## Results and discussion

Before a Co²⁺ cluster model is fitted to a spectrum, two things must be decided: whether the site is high-spin or low-spin, and whether ligand holes are a small correction to d⁷ or half of the wavefunction. Both hang on the charge transfer energy $\Delta$, the cost of moving a ligand electron to the metal (d⁷ → d⁸L, between configuration averages). Both can be estimated on paper and checked against these charge-transfer multiplet calculations.

Radial Dirac CI 1, charge-transfer multiplet model of a cubic Co²⁺ (d⁷) metal-ligand cluster with Dirac-Coulomb-Breit atomic integrals, Slater integrals scaled by 0.8 and up to 3 ligand holes. Configurations with k ligand holes average kΔ + k(k−1)U/2, with U = 5.8 eV; 10Dq is 1.45 eV (metal) and 0.1 eV (ligand), hopping 1.75 eV (e) and −0.86 eV (t₂), temperature 300 K.

| charge transfer energy (eV) | d electrons in the ground state | weight no hole | weight one hole | ground spin | metal e electrons | ground energy from dn average (eV) |
| --- | --- | --- | --- | --- | --- | --- |
| 0.400 | 7.618 | 0.433 | 0.517 | 0.52 | 1.660 | -5.7087 |
| 1.400 | 7.487 | 0.545 | 0.423 | 0.57 | 1.569 | -5.1562 |
| 3.400 | 7.174 | 0.831 | 0.164 | 1.44 | 2.120 | -4.4998 |
| 4.400 | 7.128 | 0.875 | 0.122 | 1.49 | 2.148 | -4.3556 |
| 5.400 | 7.101 | 0.901 | 0.097 | 1.50 | 2.137 | -4.2430 |

### Two states in one column

The no-hole weight $w_0$ rises with $\Delta$, while the one-hole weight $w_1$ and the d count $n$ fall. The spin column shows that two states are involved: low spin ($t_2^6e^1$, LS) at 0.4 and 1.4 eV, high spin ($t_2^5e^2$, $^4T_1$, HS) from 3.4 eV. Between 1.4 and 3.4 eV $w_0$ steps by 0.286. At fixed $\Delta$ the lowest HS level holds 0.18 more no-hole weight than the LS level at 1.4 eV, and 0.08 more at 3.4 eV, where the LS level is strongly mixed. The change of state thus makes up part of the step and the growth of $\Delta$ the rest. The switch also lifts the metal e count from 1.569 to 2.120. The spin of 1.44 at 3.4 eV is a 300 K average over a pure quartet level and spin-orbit-mixed levels just above it, not an intermediate-spin state.

### The rule

Nothing is fitted to any row. Besides the settings, the inputs are the Racah parameters $B\approx0.12$ and $C\approx0.46$ eV, rough recalled values for scaled Co²⁺.

1. Count d holes. Each hole $i$ accepts a ligand electron with hopping $V_i$, so $V_1^2=\sum_i V_i^2$. LS has three e holes, $3V_e^2=9.19$ eV²; HS has two e holes and one t₂ hole, $2V_e^2+V_t^2=6.865$ eV². The second transfer has $V_2^2=4\sum_{i<j}V_i^2V_j^2/V_1^2$.
2. Place d⁷, d⁸L and d⁹L² at $E_0$, $E_1$, $E_2$ relative to their averages. Add the metal field ($-0.4$ or $+0.6\times10Dq$ per t₂ or e electron), the ligand-hole field ($-0.6$ or $+0.4$ times the ligand $10Dq$ per e or t₂ hole), and the repulsion of the d holes minus the average $a=(-14B+7C)/9=0.171$ eV per pair. Inequivalent channels are weighted by squared hopping, and pairs of transfers by the product of their two squared hoppings. The real gap is $G_0=\Delta+E_1-E_0$.
3. Solve two levels, $x_0=\sqrt{G_0^2/4+V_1^2}-G_0/2$. The two-hole state lies $g_2=2\Delta+U+E_2-E_0+x_0$ above the ground state and pushes d⁸L down, so repeat with $G=G_0-V_2^2/g_2$ to get the covalent gain $x$.
4. Then $w_1/w_0=x^2/V_1^2$, $w_2/w_1=V_2^2/g_2^2$, $n=7+w_1+2w_2$ and $E=E_0-x$. The spin state with the lower $E$ wins.

### Two worked rows (energies in eV)

For LS at $\Delta=0.4$, the three e holes repel by $-8B+4C=0.88$, so $E_0=0.88-3a-1.8(1.45)=-2.243$. One of three pairs survives a transfer: $E_1=0.88/3-a-1.2(1.45)-0.06=-1.678$, and $E_2=-0.6(1.45)-0.12=-0.99$. Hence $G_0=0.966$ and $x_0=2.587$. With $g_2=0.8+5.8-0.99+2.243+2.587=10.44$ and $V_2^2=4V_e^2=12.25$ eV², the shift is 1.173 and $G=-0.21$. Then $x=3.137$, $w_1/w_0=1.071$ and $w_2/w_1=0.112$, which give $w_0=1/(1+1.071+1.071\times0.112)=0.456$ and $n=7.60$, against 0.433 and 7.618. A positive $\Delta$ thus hides an effective gap just below zero, which is why $w_1$ exceeds $w_0$ in this row.

For HS at $\Delta=5.4$, $E_0=-12B-3a-0.8(1.45)=-3.113$. With a repulsion of $-8B$ for the pair of e holes and $-2B$ for each pair of a t₂ and an e hole, step 2 gives $E_1=-0.984$ and $E_2=0.020$. The offset is 2.13, large because the transfer removes two of three parallel-spin hole pairs and puts the electron mostly into the raised e shell. So $G_0=7.53$, $G=7.135$, $x=0.859$ and $w_0=0.901$. This equals the table value, a closeness that probably owes something to cancelling omissions.

### Why the spin switches

Ionic LS lies $4B+4C-10Dq=0.87$ eV above HS, and $10Dq$ is fixed, so the bare field does not drive the switch. In the rule LS gains more from covalency through both its third e hole and its smaller offset (0.57 against 2.13 eV). Its extra gain is $3.14-1.86=1.28$ eV at $\Delta=0.4$ and $1.37-0.86=0.51$ eV at 5.4, on either side of 0.87. This split is the rule's argument; the levels confirm only the net HS–LS gap, to within 0.053 eV.

Octahedral Ni²⁺ d⁸ has two e holes both in its triplet and in its low singlet, hence equal hopping. The singlet's smaller offset alone can't win, because covalency pays back only part of the ionic gap, so the rule expects smooth weights and no such switch. A d⁶ ion has four e holes in LS against two e and two t₂ holes in HS, so its covalent pull toward LS should be stronger, though it must overcome a larger exchange loss.

### Accuracy and range

The printed analysis below lists each row. The rule picks the right spin in all five rows. It puts $w_0$ at most 0.023 too high (at 0.4 eV) and the transferred charge $n-7$ at most 7 % too low, at 3.4 eV, where LS admixture blurs the state. The rule shares its ingredients with the cluster model, so this tests the shortcut and not real cobalt compounds.

Simpler versions fail at small $\Delta$. The ratio $V_1^2/\Delta^2$ overestimates $w_1/w_0$ by a factor of 2.2 even at 5.4 eV and 48 at 0.4 eV. With $G_0$ in place of $\Delta$ the excess is 12 to 15 % in the HS rows but a factor of 3 to 8 in the LS rows. Leaving out the two-hole state, both its shift and its weight, raises the error in $w_0$ to 0.146 at 0.4 eV, although $w_2$ is only 0.049 there.

The ground energy, measured from the d⁷ average, contains multiplet and field terms and is no binding energy. The rule lies 0.27 eV (HS) to 0.33 eV (LS) too high. For HS the omitted $t_2^4e^3$ admixture is worth roughly 0.2 eV. Spin-orbit coupling adds about 0.06 eV, the depth of the lowest level below the mean of the twelve $^4T_1$ states at 5.4 eV, so the two together cover most of the HS error. The LS error is not broken down here. The admixture also fits the sign of the e count, which the rule puts too low at 4.4 and 5.4 eV. It is also too low in both LS rows and too high at 3.4 eV. For a single level the Hellmann-Feynman identity $dE/d\Delta=n-7$ is built into the model. It gives energy differences from the mean $n$: 0.553 eV on both sides between the first two rows, where the ground level is almost alone at 300 K.

The weakest prediction is the crossing. The rule gives 2.4 eV, as does linear interpolation of the levels across a stretch with no run, where spin-orbit coupling mixes the fourfold levels. Changing $B$ and $C$ by ±10 % moves it to 1.4 or 3.8 eV while the worst $w_0$ error at fixed spin stays below 0.03. Fixed hoppings and cubic symmetry also exclude the bond shortening and Jahn-Teller distortion that favour a real LS site. In practice: fix the spin state first, use $V_1^2/G_0^2$ only when $V_1/G_0$ is below about 0.5, and trust the rule's spin only when its two energies differ by more than about 0.2 eV, a margin that the rows at 1.4 and 3.4 eV do not reach.

Numerical output:

```
LS: V1^2=9.188 V1=3.031 V2^2=12.250 V2=3.500 E0=-2.243 E1=-1.678 E2=-0.990 delta=0.566 eV
HS: V1^2=6.865 V1=2.620 V2^2=8.105 V2=2.847 E0=-3.113 E1=-0.984 E2=0.020 delta=2.129 eV
ionic E(LS)-E(HS)=4B+4C-10Dq=0.870 eV; rounding floor: weights 0.0005, levels 0.005, E 0.00005 eV
steps: Delta state spin | G0 x0 g2 shift G x (eV) | w1/w0 w2/w1
0.4 LS 0.52 | +0.966 +2.587 +10.440 +1.173 -0.208 +3.137 | +1.071 +0.112
1.4 LS 0.57 | +1.966 +2.204 +12.057 +1.016 +0.950 +2.593 | +0.732 +0.084
3.4 HS 1.44 | +5.529 +1.044 +16.778 +0.483 +5.046 +1.114 | +0.181 +0.029
4.4 HS 1.49 | +6.529 +0.921 +18.655 +0.434 +6.095 +0.971 | +0.137 +0.023
5.4 HS 1.5 | +7.529 +0.822 +20.556 +0.394 +7.135 +0.859 | +0.107 +0.019
rows Delta: [0.4 1.4 3.4 4.4 5.4]
w0 rule +0.456 +0.558 +0.843 +0.877 +0.901 | rule-table +0.023 +0.013 +0.012 +0.002 +0.000 | worst Delta=0.4
w1 rule +0.489 +0.408 +0.153 +0.121 +0.097 | rule-table -0.028 -0.015 -0.011 -0.001 -0.000 | worst Delta=0.4
w2 rule +0.055 +0.034 +0.004 +0.003 +0.002 | rule-table +0.006 +0.003 -0.001 -0.000 -0.000 | worst Delta=0.4
n_d rule +7.599 +7.477 +7.161 +7.126 +7.101 | rule-table -0.019 -0.010 -0.013 -0.002 -0.000 | worst Delta=0.4
E/eV rule -5.380 -4.837 -4.228 -4.085 -3.972 | rule-table +0.329 +0.320 +0.272 +0.271 +0.271 | worst Delta=0.4
n_e rule +1.599 +1.477 +2.144 +2.113 +2.090 | rule-table -0.061 -0.092 +0.024 -0.035 -0.047 | worst Delta=1.4
rel. error of n_d-7 (%): -3.1 -2.1 -7.3 -1.5 -0.5
E residual mean 0.292 eV, spread (max-min) 0.058 eV
w1/w0 table      : +1.194 +0.776 +0.197 +0.139 +0.108
V1^2/Delta^2     : +57.422 +4.688 +0.594 +0.355 +0.235 | over table x +48.09 +6.04 +3.01 +2.54 +2.19
V1^2/(Delta+d)^2 : +9.855 +2.378 +0.225 +0.161 +0.121 | over table x +8.25 +3.06 +1.14 +1.15 +1.12
rule w1/w0 over table x: +0.90 +0.94 +0.92 +0.99 +1.00 | V1/G0: +3.14 +1.54 +0.47 +0.40 +0.35
w0 error without two-hole fold: +0.146 +0.109 +0.032 +0.015 +0.009
LS branch w0 rule +0.46 +0.56 +0.72 +0.78 +0.83 | minus levels +0.03 +0.02 -0.04 -0.01 -0.00 | gain x +3.14 +2.59 +1.83 +1.58 +1.37
HS branch w0 rule +0.65 +0.73 +0.84 +0.88 +0.90 | minus levels +0.03 +0.01 +0.00 -0.00 +0.00 | gain x +1.86 +1.54 +1.11 +0.97 +0.86
E(HS)-E(LS) rule/eV: +0.402 +0.182 -0.150 -0.266 -0.357 | minus levels -0.018 -0.032 +0.053 +0.031 +0.025
crossing, levels interpolated: 2.43 eV
B,C x0.9: crossing 3.84 eV, max w0 error (state fixed) 0.026
B,C x1: crossing 2.39 eV, max w0 error (state fixed) 0.023
B,C x1.1: crossing 1.40 eV, max w0 error (state fixed) 0.021
omitted t2^4e^3 mixing (ionic): weight 0.08, energy -0.20 eV
dE/dDelta: +0.553 +0.328 +0.144 +0.113 | mean n-7: +0.553 +0.331 +0.151 +0.114
t2 count n-n_e: +5.958 +5.918 +5.054 +4.980 +4.964 | n-7-w1-2w2: +0.003 +0.002 +0.000 +0.000 -0.000
w0 step 1.4->3.4: table 0.286, within HS levels 0.12
```
